In a six-membered ring the larger group usually takes the roomy equatorial place and leaves the axial place, which stands upright on the ring, to the smaller one. Cis-1-methoxy-4-methyl-1,4-disilacyclohexane has to make this choice, because in a cis-1,4 chair exactly one of the two groups is axial. Methyl is effectively bulkier than methoxy, so the naive answer is the chair with axial methoxy. PBE0 agrees, but the cheaper method GFN2-xTB prefers the other chair.

Conformers of cis-1-methoxy-4-methyl-1,4-disilacyclohexane without solvent, computed with PySCF 2.14.0 and tblite 0.8.0; DFT energies are PBE0-D3(BJ)/6-31G(d) at GFN2-xTB geometries. Free energies and weights at 298.15 K include GFN2-xTB quasi-harmonic terms and count both forms of a mirror pair, of which one is shown. The torsion is C1–O2–Si3–C4.

| number | torsions in degrees | ring shapes | axial atoms | point group | mirror pair | GFN2-xTB energy above its lowest (kcal/mol) | DFT energy above the lowest (kcal/mol) | free energy above the lowest (kcal/mol) | weight (%) | dipole (D) |
| --- | --- | --- | --- | --- | --- | --- | --- | --- | --- | --- |
| 1 | (57) | chair | O2 | C1 | yes | 0.950 | 0.000 | 0.000 | 68.10 | 1.110 |
| 2 | (62) | chair | C7 | C1 | yes | 0.000 | 0.680 | 0.670 | 21.90 | 1.070 |
| 3 | (59) | twist-boat | none | C1 | yes | 1.620 | 2.000 | 1.750 | 3.50 | 1.270 |
| 4 | (62) | twist-boat | none | C1 | yes | 1.340 | 1.980 | 1.760 | 3.50 | 0.860 |
| 5 | (-61) | chair | C7 | Cs | no | 1.280 | 1.720 | 2.040 | 2.20 | 1.760 |
| 6 | (57) | twist-boat | none | C1 | yes | 2.700 | 2.890 | 2.670 | 0.70 | 1.770 |

The contest is between row 1, with the methoxy oxygen O2 axial, and row 2, with the methyl carbon C7 axial. In PBE0 energy row 1 is lower by 0.68 kcal/mol, and it holds 68% of the molecules against 22% for row 2. In GFN2-xTB energy row 2 is lower by 0.95 kcal/mol. The preference is thus small at either level, and its sign depends on the level.

**Why axial methoxy can win**

An axial group stands beside the axial hydrogens on the same face of the ring. A methyl group always turns a C–H bond towards them. A methoxy group meets them with its oxygen, which carries only lone pairs, and can swing its own methyl aside. On steric grounds, methoxy should therefore tolerate the axial place better than methyl does.

A simple bookkeeping makes the argument usable. Let $A_X$ be the energy needed to move group X from equatorial to axial. If the two groups, on opposite ends of the ring, do not disturb each other, row 2 lies above row 1 by

$$\Delta E = A_{\mathrm{Me}} - A_{\mathrm{OMe}} .$$

In the all-carbon ring $A_{\mathrm{Me}}$ is roughly 1.7 and $A_{\mathrm{OMe}}$ roughly 0.6 kcal/mol (rough recalled values), so axial methoxy should win there by about 1 kcal/mol. In the trans isomer one chair has both groups equatorial and the other both axial. The two costs then add instead of opposing each other, and the diequatorial chair of the carbon ring wins clearly.

Silicon changes the sizes. Si–C bonds are longer than C–C bonds, so an axial group on silicon stands farther from the axial hydrogens, and crowding costs less. In rings with one silicon atom, axial methyl costs only a few tenths of a kcal/mol (again rough and recalled). If that carries over to this ring, relief of the methyl group alone is too little to explain the PBE0 gap. The axial oxygen would then have to be mildly favourable in itself, perhaps through attraction between the negative oxygen and the positive axial hydrogens. The energies in the table are totals and do not separate such parts.

**Which method to believe**

The same bookkeeping can be turned on GFN2-xTB. Its gap of −0.95 kcal/mol means $A_{\mathrm{OMe}} = A_{\mathrm{Me}} + 0.95$ kcal/mol. Unless axial methyl is itself favourable, axial methoxy would then cost at least 0.95 kcal/mol, more than in the tighter carbon ring. Longer bonds should lower the part of that cost that comes from crowding, not raise it. This speaks for the PBE0 order, but only weakly. The argument rests on additivity and recalled values, and it leaves out that the polar Si–O bond could change the cost electrostatically.

The other conformers show where the two methods part. Row 5 has the same axial methyl as row 2, but its O-methyl group is turned so that it lies gauche to both neighbouring ring carbons. This rotation costs 1.04 kcal/mol in PBE0 and 1.28 kcal/mol in GFN2-xTB, which is fair agreement. The methods can therefore describe a turn of the methoxy group alike and still disagree about which group should be axial.

The same holds across the table. Going from GFN2-xTB to PBE0 raises the relative energies of rows 2 to 6, by 0.47 kcal/mol on average, whereas row 1 falls by 0.95 kcal/mol. Each scale has its own lowest conformer as zero, but the contrast does not depend on that choice: the shifts of rows 2 to 6 lie within 0.49 kcal/mol of each other, and row 1 is at least 1.14 kcal/mol away from all of them. Row 1 is also the only chair with an axial oxygen. The disagreement is thus concentrated in one conformer and is not a general scatter of the energies. One such row cannot tell whether the oxygen itself or some other detail of this chair is responsible.

**From energies to populations**

Rows 1 and 2 each stand for a pair of mirror images, so this factor cancels between them, and their thermal terms differ by only 0.01 kcal/mol. Their ratio then follows closely from the energy gap alone:

$$\frac{p_1}{p_2} \approx e^{\Delta E/RT} .$$

Here $p_1$ and $p_2$ are the populations, $R$ is the gas constant and $T$ the temperature. At room temperature $RT$ is about 0.59 kcal/mol, so the exponent is $0.68/0.59 \approx 1.15$ and the ratio about 3.2. The tabulated weights give 3.1.

Applied to all six rows, with mirror images counted and nothing fitted, this rule gives row 1 a share of 70%, close to the tabulated 68%. In proportion it does worst for the twist-boats, rows 3, 4 and 6, whose shares come out too small. Thermal terms lower their free energies by 0.22 to 0.25 kcal/mol relative to row 1, as befits floppier rings with softer vibrations. The tabulated weights rest on the same PBE0 energies, so the agreement shows that electronic energy decides between the chairs, but it does not test PBE0. The printed analysis after this text also repeats the weights with GFN2-xTB energies, and there row 1 drops to 13%.

**How safe the order is**

The gap is far larger than the numerical noise of some hundredths of a kcal/mol. The error of the method is the real concern. For conformers of this kind a hybrid functional with dispersion correction is typically good to a few tenths of a kcal/mol (a rough, recalled figure), which would leave row 1 ahead. The order is therefore probable, but a somewhat unlucky error would be enough to overturn it.

The populations show how little is needed. If row 1 were 0.5 kcal/mol higher, it would still lead row 2, but only by 1.3 to 1. If it were 1.0 kcal/mol higher, the ratio would fall to about 0.6 and row 2 would be the main conformer. The two methods differ on this gap by 1.63 kcal/mol, more than twice the PBE0 gap itself.

Two features of the calculation could produce an error of that kind. The PBE0 energies were computed at GFN2-xTB geometries, and GFN2-xTB is the method that treats row 1 so differently. The basis set is also small, which lets an axial group borrow basis functions from the ring and look too stable. Both chairs have an axial group, so part of this error should cancel. How much remains, and which chair it favours, is untested.

**What would reverse it**

A change that raises row 1 by 0.67 kcal/mol relative to row 2 makes the two equal in free energy. Ordinary solvent polarity is a poor candidate, because the dipoles of 1.11 and 1.07 D are nearly the same. A rough reaction-field estimate from the dipoles alone puts its effect on the gap at the order of a hundredth of a kcal/mol. It leaves out the finer charge distribution around each group, which could matter more. A solvent that donates hydrogen bonds might do more if it reached the equatorial oxygen more easily than the axial one, but that is a guess. Moderate warming should make the populations more even without exchanging the leaders, since thermal terms alter the gap by only 0.01 kcal/mol.

**What to do about it**

Take the axial-methoxy chair as the working answer, and do not rest a conclusion on the exact 68%. If a property differs strongly between the chairs, compute its average with both sets of weights, from PBE0 and from GFN2-xTB. If the conclusion survives, the order does not matter for it. If it does not, optimise rows 1 and 2 with the density functional, repeat their energies in a larger basis with diffuse functions, and check the gap with a coupled-cluster calculation.

The table also carries a warning for conformer searches. The PBE0 minimum lies 0.95 kcal/mol above the lowest GFN2-xTB structure, so an energy window narrower than that at the cheap level would have thrown it away before PBE0 saw it. To be sure of keeping the PBE0 minimum, the window should be wider than the possible disagreement between the two methods, here at least 1.63 kcal/mol. To keep the other populated conformers as well, it should be wider still.

Printed output of the fit:

```
Weights in % and energy changes in kcal/mol:
  row  tabulated weight  PBE0 energy and mirror count only  GFN2-xTB energy with thermal terms  PBE0 less GFN2-xTB  free energy less PBE0 energy
    1              68.1                              70.32                               12.98               -0.95                             0
    2              21.9                              22.32                               65.59                0.68                         -0.01
    3               3.5                              2.405                               6.387                0.38                         -0.25
    4               3.5                              2.487                               9.739                0.64                         -0.22
    5               2.2                              1.929                               4.332                0.44                          0.32
    6               0.7                             0.5355                              0.9809                0.19                         -0.22
Row 2 above row 1 in PBE0 energy, kcal/mol: 0.68
Row 2 above row 1 in GFN2-xTB energy, kcal/mol: -0.95
Disagreement of the methods on this gap, kcal/mol: 1.63
Row 2 above row 1 in free energy, kcal/mol: 0.67
Mean PBE0 less GFN2-xTB of the five other rows, kcal/mol: 0.466
Row 1 departs from that mean by, kcal/mol: -1.416
Row 5 above row 2 in PBE0 energy, kcal/mol: 1.04
Row 5 above row 2 in GFN2-xTB energy, kcal/mol: 1.28
Cost of lacking a mirror partner, RT ln 2, kcal/mol: 0.4107
Weight ratio of row 1 to row 2: 3.11
The same ratio if row 1 were 0.5 kcal/mol higher: 1.337
The same ratio if row 1 were 1.0 kcal/mol higher: 0.575
Weight of both axial-methyl chairs, %: 24.1
Weight of the three twist-boats, %: 7.7
Rise of row 1 that makes it equal to both axial-methyl chairs, kcal/mol: 0.6155
Extra dipole solvation of row 1 over row 2, order of magnitude only, kcal/mol: 0.01144
```
